\section*{Doping interface dipoles: how far two sheets of dopants imitate a band offset}

A sheet of ionised Sb donors and a sheet of ionised B acceptors, buried a few nanometres apart in Si, form a plate capacitor. The bands on one side stand higher than on the other, although the crystal is Si throughout. This doping interface dipole, used by Capasso and co-workers (1985) to tune heterojunction offsets, is worked out below for several sheet densities, spacings, carriers and hosts. Answer each \emph{Predict} question before reading on.

Conventions: $e>0$; $z$ is the growth direction [001]; $\epsilon_1,\epsilon_2$ are relative static permittivities for $z<0$ and $z>0$; donors lie at $z=-d_1$, acceptors at $z=+d_2$, each with sheet density $N_s$; $d=d_1+d_2$. Energies are in eV, and $k_BT=0.0259$ eV at 300 K. For Si we use the compiled values $\epsilon=11.7$ (Ioffe Institute) and $E_g=1.12$ eV (Wing 2021). The compiled high-frequency constant 11.85 (Skelton 2020) lies 1.3\% higher. In non-polar Si the two should nearly coincide, so the spread indicates how well $\epsilon$ is known.

\subsection*{1. The step}

\emph{Predict:} on which side do the bands lie higher, and does it matter how $d$ is divided into $d_1$ and $d_2$?

Treat the sheets as uniform and fully ionised. Gauss's law makes the displacement $D_z$ jump by $+eN_s$ at the donors and by $-eN_s$ at the acceptors. The pair is neutral, so its own field vanishes outside, and $D_z=eN_s$ between the sheets, continuous across $z=0$. The electron energy $-e\phi$ has slope $eD_z/\epsilon_0\epsilon_i$, so it rises from the donor side to the acceptor side by
\begin{equation}
\Delta=\Delta_1+\Delta_2=\frac{e^2N_s}{\epsilon_0}\left(\frac{d_1}{\epsilon_1}+\frac{d_2}{\epsilon_2}\right).
\label{step}
\end{equation}
The bands are higher on the acceptor side. Both band edges move together, so the difference of the gaps is untouched. In a homojunction only $d$ counts, and the result is a staggered line-up: electrons are lowest on the Sb side and holes on the B side. For Si, $e/\epsilon_0\epsilon=1.547\times10^{-9}$ V\,m. With $N_s=1\times10^{17}$ m$^{-2}$ and $d=2$ nm the model gives $\Delta=0.309$ eV, or $12\,k_BT$, and the gap from the valence edge on the B side to the conduction edge on the Sb side is 0.81 eV.

\emph{Predict:} real profiles are smeared. Does symmetric broadening of the sheets change $\Delta$?

Multiply $\phi''=-\rho/\epsilon_0\epsilon$ by $z$ and integrate by parts, with $\phi'=0$ far outside. This gives $\phi(\infty)-\phi(-\infty)=\int z\rho\,dz/\epsilon_0\epsilon$, and hence
\begin{equation}
\Delta=\frac{e^2N_s}{\epsilon_0\epsilon}\left(\langle z\rangle_A-\langle z\rangle_D\right).
\end{equation}
Only the centroids enter, so symmetric broadening leaves $\Delta$ alone. One-sided broadening does not. Sb tends to segregate towards the growth front; an exponential tail of decay length $\lambda$ moves its centroid by $\lambda$. For an illustrative $\lambda=1$ nm the example above gives 0.155 eV if the Sb lies below the B, and 0.464 eV if it lies above.

\subsection*{2. Where the electrostatics is corrected}

\emph{Predict:} $N_s=1\times10^{18}$ m$^{-2}$ and $d=4$ nm give 6.19 eV in Eq.~\eqref{step}. What happens in the crystal?

Full ionisation needs one Fermi level $E_F$ to lie below the donor level at the Sb sheet and above the acceptor level at the B sheet. Let $E_c$ be the conduction edge at the Sb sheet; the valence edge at the B sheet is $E_c+\Delta-E_g$. With binding energies $E_D$ and $E_A$ the condition is $E_c+\Delta-E_g+E_A<E_F<E_c-E_D$, which has a solution only if
\begin{equation}
\Delta<E_g-E_A-E_D .
\label{cap}
\end{equation}
With a typical $E_A+E_D\approx0.09$ eV the limit is 1.03 eV, or $N_sd<6.7\times10^{8}$ m$^{-1}$. It is soft by about 0.1 eV, because a margin of a few $k_BT$ is needed and dense sheets broaden the levels into bands. Beyond the limit, charge transfer stalls. Setting the step equal to $E_g$ gives a transferred density of $1.8\times10^{17}$ m$^{-2}$ in the example; the remaining dopant charge is cancelled by electron and hole gases at the sheets. Their confinement and Fermi energies push the step somewhat above $E_g$, and gap narrowing pulls it back. This is the regime of the Si interband tunnel diode, where the step follows the gap and no longer $N_sd$.

\emph{Predict:} the pair is embedded in n-type Si of donor density $N$ on both sides. The Fermi level is flat. Where does the step go?

Far away the bands must return to the same position relative to $E_F$, so band bending undoes the step, as at any isotype heterojunction: depletion beyond the B sheet, accumulation at the Sb sheet. The field-free exterior is a property of the dipole alone. The positive depletion charge $eNW$ reduces the displacement just inside the B sheet to $e(N_s-NW)$. If all of $\Delta$ is assigned to the depletion layer, $e^2NW^2/2\epsilon_0\epsilon=\Delta$ gives $W=\sqrt{2N_sd/N}$, and the upper estimate of the fractional loss of step is
\begin{equation}
s=\frac{NW}{N_s}=\sqrt{\frac{2Nd}{N_s}} .
\end{equation}
For an assumed $N=1\times10^{23}$ m$^{-3}$ and $N_sd=2\times10^{8}$ m$^{-1}$, $W=63$ nm.

An imbalance is more serious. An acceptor excess $\delta N$ must be cancelled by depletion. Taken by itself and shared equally between the two sides, it raises a barrier $e^2\delta N^2/8\epsilon_0\epsilon N$. For $\delta N=1\times10^{16}$ m$^{-2}$, a tenth of the $N_s$ of the first example, this is 0.19 eV, which rivals $\Delta$. A donor excess in n-type Si is screened by electrons over about a Debye length $\sqrt{\epsilon_0\epsilon k_BT/e^2N}=13$ nm or less.

\subsection*{3. Ramp against abrupt step}

\emph{Predict:} an electron climbs the ramp from the Sb side. If $d$ is much longer than its wavelength, is the barrier height still $\Delta$?

It is. The profile is monotonic, and an electron needs normal kinetic energy $\Delta$ to propagate on the upper side, whatever $d$ is. Only the quantum reflection depends on $d$. Put the ramp on $0<z<d$ and take one effective mass $m$ along $z$, with wave numbers $k_1$ below and $k_2$ above the ramp, and $k_1^2-k_2^2=\kappa^2=2m\Delta/\hbar^2$. Then $\psi''=-q\psi$ with $q=k_1^2-\kappa^2z/d$. The matrix $M$ that carries $(\psi,\psi')$ from 0 to $d$ has unit determinant. Matching to plane waves gives
\begin{equation}
T=\frac{4k_1k_2}{(k_1k_2M_{12}-M_{21})^2+(k_1M_{22}+k_2M_{11})^2}.
\label{T}
\end{equation}
Integrating the equation once by iteration gives, through order $d^2$, $M_{12}=d$, $M_{21}=-d(k_1^2+k_2^2)/2$, $M_{11}=1-d^2(2k_1^2+k_2^2)/6$ and $M_{22}=1-d^2(k_1^2+2k_2^2)/6$. The first square in the denominator is $d^2(k_1+k_2)^4/4$, and the second is $(k_1+k_2)^2[1-d^2(k_1^2+k_1k_2+k_2^2)/3]$. Their sum is $(k_1+k_2)^2[1-d^2(k_1-k_2)^2/12]$, so
\begin{equation}
T=T_0\left[1+\frac{(k_1-k_2)^2d^2}{12}+\dots\right],\qquad T_0=\frac{4k_1k_2}{(k_1+k_2)^2}.
\end{equation}
The correction is largest at threshold, $k_2\to0$, where it equals
\begin{equation}
\eta=\frac{\kappa^2d^2}{12}=\frac{m\Delta d^2}{6\hbar^2}=\left(\frac{d}{d_q}\right)^2,\qquad d_q=\frac{\sqrt{12}}{\kappa}.
\end{equation}
The ramp scatters like an abrupt offset when $\eta\ll1$. The length that counts is $d_q$, which is 0.55 of the wavelength $2\pi/\kappa$ of a threshold electron on the lower side.

\emph{Predict:} up to what $\eta$ can $T/T_0=1+\eta$ be trusted?

At threshold Eq.~\eqref{T} gives $T/T_0=1/(M_{22}^2+M_{21}^2/\kappa^2)$. Integrating back from $z=d$ with $\psi=1$, $\psi'=0$ yields $\psi(0)=M_{22}$ and $\psi'(0)=-M_{21}$. With $y=\kappa^2d^2$ the power series is $M_{22}=\sum_n c_n$ and $|M_{21}|d=|\sum_n3n\,c_n|$, where $c_0=1$ and $c_n=-y\,c_{n-1}/[3n(3n-1)]$. Along [001] four Si valleys have the transverse mass and two the longitudinal mass, typically $m_t\approx0.19\,m_e$ and $m_l\approx0.92\,m_e$. For $\Delta=0.309$ eV and $d=2$ nm, $y=6.17$ and 29.9. The series gives $T/T_0=1.52$ and 2.06, against $1+\eta=1.51$ and 3.49. The expansion serves at $\eta\approx1/2$ and fails at a few times that.

The stake is modest. For an electron emerging with energy $k_BT$, $T_0=0.68$ for either mass, so a long smooth ramp with $T\to1$ passes it at most 1.5 times as readily. The Boltzmann factor $e^{-\Delta/k_BT}$ is the same. Short spacing matters far more for processes that need the electron and hole to overlap across the staggered gap, since each tail must tunnel under the ramp.

\subsection*{4. The sheets are made of points}

\emph{Predict:} small $d$ at fixed $\Delta$ makes $\eta$ and $s$ small. What gets worse?

At $N_s=1\times10^{17}$ m$^{-2}$ the lateral spacing $N_s^{-1/2}$ is 3.2 nm, larger than $d=2$ nm. Let the ions sit at random in each sheet, independently. The variance of the energy is then $N_s\int v^2\,d^2\rho$ per sheet, with $v=e^2/(4\pi\epsilon_0\epsilon\sqrt{\rho^2+h^2})$. The length $h$ stands for the carrier's averaging over short distances, and screening cuts the integral at $\rho=L$. For two sheets
\begin{equation}
\sigma^2=4\pi N_s\Lambda\left(\frac{e^2}{4\pi\epsilon_0\epsilon}\right)^2,\qquad\Lambda=\tfrac12\ln\left(1+\frac{L^2}{h^2}\right).
\end{equation}
$\Lambda$ runs from 0.8 to 2.3 as $L/h$ goes from 2 to 10. We set $\Lambda=1$, which supports one figure. Dividing by $\Delta^2$,
\begin{equation}
\frac{\sigma}{\Delta}=\frac{1}{\sqrt{4\pi N_sd^2}}=\sqrt{\frac{\ell}{d}},\qquad\ell=\frac{e^2}{4\pi\epsilon_0\epsilon\Delta}.
\end{equation}
Equation~\eqref{step} remains right for the lateral mean. Correlation between the ion positions would lower $\sigma$.

\subsection*{5. Five regimes in Si}

\emph{Predict:} rows A to C share $N_sd$. Write down the power of $d$ followed by each column. The field is $\mathcal E=eN_s/\epsilon_0\epsilon$; $s$ uses $N=1\times10^{23}$ m$^{-3}$.

\begin{center}
\begin{tabular}{lcccccccc}
\hline
 & $N_s$ ($10^{17}$ m$^{-2}$) & $d$ (nm) & $\Delta$ (eV) & $\mathcal E$ (GV/m) & $\eta_t$ & $\eta_l$ & $s$ & $\sigma/\Delta$\\
\hline
A & 0.2 & 10 & 0.309 & 0.031 & 13 & 62 & 0.32 & 0.2\\
B & 1 & 2 & 0.309 & 0.155 & 0.51 & 2.5 & 0.063 & 0.4\\
C & 4 & 0.5 & 0.309 & 0.619 & 0.032 & 0.16 & 0.016 & 0.9\\
D & 1 & 6 & 0.928 & 0.155 & 14 & 67 & 0.11 & 0.1\\
E & 10 & 4 & $\approx E_g$ & $\approx0.28$ & -- & -- & -- & --\\
\hline
\end{tabular}
\end{center}

These are the model's values for sharp, balanced sheets; in row E the field is $E_g/ed$. At fixed $\Delta$ one has $N_s\propto1/d$, so $\mathcal E\propto d^{-1}$, $\eta\propto d^{2}$, $s\propto d$ and $\sigma/\Delta\propto d^{-1/2}$. Row A is a fairly uniform but classical ramp that loses up to a third of its height to the background. Row C is abrupt for all valleys, but its disorder is as large as its step. It also strains the continuum picture: with a typical lattice constant $a\approx0.543$ nm the (001) planes are $a/4=0.136$ nm apart and hold $2/a^2=6.78\times10^{18}$ atoms per m$^2$, so the spacer is 3.7 planes thick at a coverage of 0.059 of a plane, and the bulk $\epsilon$ is doubtful. Row B is the compromise. From B to D the density is fixed: $\Delta\propto d$ triples, $\eta\propto d^3$ grows 27-fold, and $\Delta$ comes close to the limit~\eqref{cap}.

\emph{Predict:} a uniform and abrupt step needs $\ell\ll d\ll d_q$. Which hosts widen this window?

The ratio is $d_q/\ell\propto\epsilon\sqrt{\Delta/m}$. At the same $\Delta=0.309$ eV, with typical inputs for Ge (L valleys, mass along [001]) and GaAs ($\Gamma$ valley), and any suitable shallow dopants:

\begin{center}
\begin{tabular}{lccccc}
\hline
 & $\epsilon$ & $m/m_e$ & $\ell$ (nm) & $d_q$ (nm) & $d_q/\ell$\\
\hline
Si, longitudinal & 11.7 & 0.92 & 0.40 & 1.3 & 3\\
Si, transverse & 11.7 & 0.19 & 0.40 & 2.8 & 7\\
Ge & 16.0 & 0.12 & 0.29 & 3.5 & 12\\
GaAs & 12.9 & 0.067 & 0.36 & 4.7 & 13\\
\hline
\end{tabular}
\end{center}

A large $\epsilon$ demands more ions for the same step, which improves the statistics; a light mass lengthens the wavelength. Ge gains by both routes and GaAs mainly by the second. Since $\sigma/\Delta$ falls only as $d^{-1/2}$, even the widest window here leaves a disorder of $\sqrt{\ell/d_q}=0.3$ at $d=d_q$.

\subsection*{6. Opposing an existing offset}

\emph{Predict:} holes pass from strained Si$_{0.7}$Ge$_{0.3}$ ($z<0$) into Si ($z>0$) over a valence offset $\Delta_0$. With Sb in the alloy and B in the Si, sketch the hole energy. Which part of $\Delta$ has to be tunnelled through?

The hole energy $+e\phi$ falls from the donors to the acceptors. Measured from the alloy side, it drops by $\Delta_1$ over $d_1$, jumps by $\Delta_0$, and drops by $\Delta_2$ over $d_2$. The far level is $\Delta_{\rm eff}=\Delta_0-\Delta$, and the peak is $\Delta_0-\Delta_1$. The part $\Delta_1$ lowers the peak outright and leaves a notch. The part $\Delta_2$ leaves a triangular spike of height $\Delta_2$ and width $d_2$ above the far level. The WKB exponent at its base is
\begin{equation}
G=\frac{2}{\hbar}\int_0^{d_2}\sqrt{2m\Delta_2(1-z/d_2)}\,dz=\frac{4\sqrt{2m\Delta_2}\,d_2}{3\hbar}.
\end{equation}
Holes of higher energy cross more easily, so the thermal flux is at least $e^{-G}$ times that of a spike-free step with unit transmission. Within WKB the flux therefore corresponds to a barrier of at most $\Delta_{\rm eff}+k_BTG$, and never more than the peak. Take typical inputs $\Delta_0\approx0.22$ eV, $\epsilon_1\approx13.0$ and a heavy-hole mass along [001] of about $0.28\,m_e$, with $N_s=5\times10^{16}$ m$^{-2}$ and $d=2$ nm. Energies are in eV.

\begin{center}
\begin{tabular}{cccccc}
\hline
$d_1,d_2$ (nm) & $\Delta$ & $\Delta_{\rm eff}$ & peak & $G$ & $\Delta_{\rm eff}+k_BTG$\\
\hline
2, 0 & 0.139 & 0.08 & 0.08 & 0 & 0.08\\
1, 1 & 0.147 & 0.07 & 0.15 & 1.0 & 0.10\\
0, 2 & 0.155 & 0.07 & 0.22 & 2.8 & 0.14\\
\hline
\end{tabular}
\end{center}

The electrostatic shift is largest with the spacer in Si, which has the lower permittivity, but the gain is only 11\%. The price $G\propto d_2^{3/2}$ outweighs it, so the order of the last column is the reverse of that of $\Delta_{\rm eff}$. WKB is rough at $G\approx1$, and the middle entry is indicative. Placing everything in $d_1$ has its own cost: a notch that is deep and wide enough binds holes, and these cancel part of the dipole field. A narrow notch beside a higher far level holds no bound state. Meanwhile the conduction edge on the Si side rises by the same $\Delta$ relative to the alloy.

The conditions therefore depend on the sign and on the probe. A dipole that creates a step, or adds to one, raises the barrier by $\Delta$ for any spacing that keeps $s$ small; $\eta\ll1$ is needed only for it to reflect and confine like an abrupt offset. A dipole that opposes an offset lowers the far level by $\Delta$, but carriers profit fully only if $G\ll1$ and the notch stays empty.

All steps quoted are lateral means of a model with sharp, balanced, fully active sheets. Real B and Sb layers typically depart from it by more than 30\%: Sb tails commonly reach a nanometre or far more, which at $d=2$ nm moves the step by half or more, in a direction set by the layer order. A capacitance probe tends to sense the mean step, while the current favours the low patches, so a barrier inferred from current lies below the mean by an amount of order $\sigma$, some tens of per cent of $\Delta$ in row B.